**Dipole lines of C²⁺ in adiabatic LDA**

C²⁺ has a closed 2s² shell outside a 1s² core. The lines below are poles of its linear-response polarisability, and the line oscillator strength $f$ is the dimensionless weight of a pole. Formulas are in atomic units, with $\omega$ the line energy.

Dipole lines of C2+ ([He] 2s2), computed with the radks radial solver and Libxc as poles of the adiabatic-LDA linear-response polarisability below the threshold (minus the highest eigenvalue). The all-electron Kohn-Sham LDA (Slater exchange, VWN5 correlation) is scalar-relativistic and spin-polarised, with spherical densities, a Fermi nucleus and no spin-orbit coupling.

```
line transition  line energy (eV)  line oscillator strength
          2s-2p            11.774                    0.7231
     unassigned            30.191                    0.2157
          2s-4p            35.493                   0.05633
          2s-5p            37.395                   0.02433
          2s-6p            38.333                   0.01316
          2s-7p            38.972                   0.01214
```

### 1. Why is 2s-2p the lowest line and the strongest?

A dipole field takes an s orbital only to p orbitals and leaves the spin alone, so from the singlet ground state it excites singlet 2s-$n$p lines; an intercombination line to a triplet would need spin-orbit coupling. In a pure Coulomb field 2s and 2p are degenerate and the first line would lie at zero energy. Screening opens a gap, because 2s penetrates the core more than 2p does, and the run gives 8.32 eV for it. Electrons that did not respond to each other would absorb at that gap. The line lies 3.45 eV higher, and response theory names the cause: the oscillating 2s-2p charge repels itself, and this Hartree term outweighs the attractive exchange-correlation term.

The strength is $f=\tfrac23\omega S$, where $S$ is the squared transition dipole. Orbitals of one shell occupy the same radial range, so $S$ is 8.60 times that of the second line. The energy ratio 11.774/30.191 = 0.390 cuts the advantage in $f$ to 3.35.

### 2. What is the unassigned line, and which charge does the series feel?

Far from the ion an excited electron moves in $-z/r$, and the interior adds only a phase shift. The hydrogenic levels then hold with $n$ replaced by $n^*=n-\delta$:

$$E_n = I-\frac{z^2\,\mathrm{Ry}}{(n-\delta)^2},$$

where $I$ = 40.174 eV is the threshold of the run, Ry is half a hartree and $\delta$ is the quantum defect. With the right $z$, $n^*$ rises by one per line. For $z=2$ the unassigned line has $n^*$ = 2.335, between 1.384 (2p) and 3.410 (4p), which identifies it by inference as 2s-3p. The steps from 4p to 6p are 1.016 and 1.012, whereas $z=3$ gives about 1.52.

One defect was fitted to 4p, 5p and 6p for each charge (the printed output follows these notes). Charge 2 gives $\delta$ = 0.586 and reproduces those line energies to 0.014 eV rms, against 0.37 eV for charge 3. Outside the fit it places 3p 0.64 eV and 2p 1.2 eV too high; a constant defect is a large-$n$ limit. The miss at 2p is as small as it is only because that line carries the 3.45 eV response shift: the orbital gap alone gives a 2p defect of 0.693, above the 0.665 of 3p, while the line gives 0.616. Even within the fit the defect drifts from 0.590 to 0.563, far more than rounding allows.

Charge 2 is a property of LDA. A departing electron leaves three behind and should feel $6-3=3$. The LDA Hartree potential counts all four electrons, and the exchange-correlation potential, which ought to cancel the self-repulsion, dies off exponentially with the density, so the tail is $-2/r$. The fit recovers what the functional builds in. The response shift does not disturb the form: the overlap density of 2s and $n$p weakens with $n$, the shift scales as $n^{*-3}$, and this is just how a change of $\delta$ acts. The series therefore ends at minus the 2s eigenvalue.

### 3. How fast do the strengths fall?

The dipole integral is collected where 2s lives, close to the nucleus. There all high $n$p orbitals have one shape, since their small energy differences are negligible beside the deep potential, and only the normalisation changes. The squared inner amplitude is proportional to the level spacing $dE/dn=2z^2\mathrm{Ry}/n^{*3}$. As $\omega$ approaches the threshold it stops varying, so $f\,n^{*3}$ tends to a constant.

The product is 2.11 for 5p and 2.12 for 6p, and a power law fitted to 4p, 5p and 6p has exponent $-3.12$. For 4p it is 2.23 and for 3p 2.75, so the product is still falling towards its limit; the small upturn at 6p is better read as a numerical disturbance than as the limit reached, and the exponent shares that doubt. The 7p line breaks the pattern (question 7).

### 4. Does the largest $f$ mean the fastest emission?

It does not. The rate of decay to the ground state is $A=2\omega^2 f/(3c^3)$, with $c$ the speed of light and the 3 counting the sublevels of the ¹P state. Relative to 3p, the 2p line has 3.35 times the strength and 0.152 times the squared energy, so its rate is $3.35\times0.152=0.51$ of the 3p rate: $1.45\times10^9$ against $2.84\times10^9$ s⁻¹. Above 3p the energy saturates and the rates fall line by line, following $f$. These are partial rates, as levels from 3p upward also decay to excited s and d levels.

### 5. Which lines make the ion polarisable?

The polarisability at photon energy $\omega'$ is $\sum f/(\omega^2-\omega'^2)$. In the static limit the weight is $1/\omega^2$, the reverse of the weight in emission, and 2s-2p supplies 3.86 of the 4.249 bohr³ of the run, or 91 %. It also carries 0.1575 of the rise of 0.1591 bohr³ at 532 nm. Both sides come from one response function, so the agreement shows consistency only.

Strength is shared differently. For an s electron in a local potential the Thomas-Reiche-Kuhn sum is one, and with no occupied p orbital to block transitions and weak coupling to the core the 2s pair should hold about 2. The six lines add up to 1.04, the five up to 6p to 1.03. Continuing the $n^{*-3}$ law from 7p upward adds only 0.03 to those five, which leaves some 0.94 for the continuum. Nearly half of the valence strength thus yields less than 0.153 bohr³, because it lies above the threshold.

### 6. What would change with the element or a setting?

In the limit of large nuclear charge $Z$ along the Be-like ions, lengths shrink as $1/Z$ and $S$ as $1/Z^2$. The 2s-2p energy comes from electron repulsion and grows as $Z$, whereas 2s-3p grows as $Z^2$. Scaling then argues that $f$(2p) falls as $1/Z$ while $f$(3p) levels off, and that the rates go as $Z$ and $Z^4$, so the lead of 3p in emission widens. This holds while relativity is small; here $(Z/c)^2$ is 0.0019.

The tail error, charge $q$ in place of $q+1$, matters less at high $q$. For neutral Be the LDA tail has no Coulomb part, and no infinite series survives. A potential with the correct tail would deepen the 2s level and give unit steps for $z=3$. Switching off spin polarisation should change nothing for this closed shell.

### 7. Which digits can be trusted?

The 7p row, which entered no fit, can be predicted from 6p. Keeping the 6p defect gives $n^*=7-0.563=6.437$. The binding energy scales from the 1.841 eV of 6p to $1.841\,(5.437/6.437)^2=1.313$ eV, so $E=40.174-1.313=38.86$ eV, and $f=2.112/6.437^3=0.0079$ with the mean product of 5p and 6p. The tabulated line is 0.11 eV higher and 1.5 times as strong. The near equality of the 6p and 7p strengths should not be read as physics.

Two causes come to mind. The classical turning point $2n^{*2}/z$ is about 41 bohr for 7p, and a finite box or basis would raise a level of that size and, by spacing the levels more widely, strengthen it. Alternatively one pole may stand for 7p and 8p together: their predicted strengths sum to 0.0131 at a weighted energy of 38.99 eV, near the tabulated 0.01214 and 38.972 eV. The 6p row favours the box. A merged pole would leave 6p alone, yet its product $f\,n^{*3}$ turns up after falling from 3p to 5p, and its defect drops by 0.012 where a trend in $1/n^{*2}$ continued from the 0.015 between 4p and 5p gives about 0.007: a level slightly too high and too strong, as a wall near the 7p turning point would make it. A run in a larger box would confirm this.

The last digits of 6p are thus suspect too, and for the rows up to 5p the decimals describe the model ion only. Against rough recalled measurements of 13, 40 and 48 eV, 2s-2p is low by about 1 eV, 2s-4p by 4 to 5 eV and the threshold by about 8 eV. The error is smallest for the compact 2p state and grows as the electron samples the tail, as the argument of question 2 implies; spin-orbit coupling, of relative order $(Z/c)^2$, is far too small to account for it. Adiabatic LDA also has no double excitations, so states of 2p3s type cannot mix into the series and redistribute strength as they do in the real ion. Rates inherit the energy error twice through $\omega^2$ and, at fixed $S$, once more through $f$; they deserve one figure at most.

Printed output of the fit:

```
threshold 40.174 eV; 2s-2p minus orbital gap 3.451 eV, ratio 1.415; (Z alpha)^2 0.0019
charge 2: line, binding eV, n*, defect, rounding of n*, f n*^3, turning point n*^2 bohr
  2s-2p       28.400  1.384  0.616  0.0000  1.918    1.9
  unassigned   9.983  2.335  0.665  0.0001  2.746    5.5
  2s-4p        4.681  3.410  0.590  0.0002  2.233   11.6
  2s-5p        2.779  4.425  0.575  0.0004  2.109   19.6
  2s-6p        1.841  5.437  0.563  0.0007  2.116   29.6
  2s-7p        1.202  6.729  0.271  0.0014  3.699   45.3
steps in n*, charge 2: 0.951 1.075 1.016 1.012 1.292
steps in n*, charge 3: 1.426 1.612 1.524 1.518 1.938
charge 2: defect 0.586 from 4p-6p, rms 0.014 eV (table rounding 0.0005 eV)
  table minus model, 2p..7p, eV: -1.171 -0.642 -0.011 +0.015 +0.016 +0.121
charge 3: defect -1.315 from 4p-6p, rms 0.368 eV (table rounding 0.0005 eV)
  table minus model, 2p..7p, eV: -17.256 -3.406 -0.346 +0.292 +0.448 +0.569
exponent of f in n*: 4p-6p -3.12, 3p-6p -3.32, theory -3; mean f n*^3 of 5p, 6p 2.112
successive f ratios: 3.35 3.83 2.32 1.85 1.08
7p expected with 6p defect: n* 6.437, E 38.860 eV, f 0.0079, turning point 41.4 bohr
7p table minus expected: +0.112 eV; f ratio 1.53
7p excess if the defect keeps its 5p-6p drift of 0.012: +0.107 eV
8p expected: E 39.190 eV, f 0.0051; 7p+8p merged: E 38.990 eV, f 0.0131
table 7p minus merged: -0.018 eV; f ratio 0.93
line, wavelength nm, strength S bohr^2, rate to ground 1e9/s, f/w^2 bohr^3, share of static %
  2s-2p       105.3  2.5068  1.450  3.8624  90.91
  unassigned   41.1  0.2916  2.844  0.1752   4.12
  2s-4p        34.9  0.0648  1.026  0.0331   0.78
  2s-5p        33.2  0.0266  0.492  0.0129   0.30
  2s-6p        32.3  0.0140  0.280  0.0066   0.16
  2s-7p        31.8  0.0127  0.267  0.0059   0.14
2p over 3p: f 3.35, S 8.60, E^2 0.152, rate 0.510
static: run 4.2487, lines 4.0961 (96.4 %), rest 0.1526 bohr^3; rounding about 0.0003
rise at 1064 nm: run 0.0386, all lines 0.0385, 2s-2p alone 0.0382 bohr^3
rise at 532 nm: run 0.1591, all lines 0.1588, 2s-2p alone 0.1575 bohr^3
sum of listed f 1.0448; missing from 2: 0.955; n*^-3 sum for n>=7: 0.030
left for 2s continuum 0.94; crude mean energy of missing strength 68 eV (core neglected)
2s-2p: run 11.8 eV, rough recalled 13 eV, run lower by about 1 eV
2s-4p: run 35.5 eV, rough recalled 40 eV, run lower by about 5 eV
threshold: run 40.2 eV, rough recalled 48 eV, run lower by about 8 eV
```
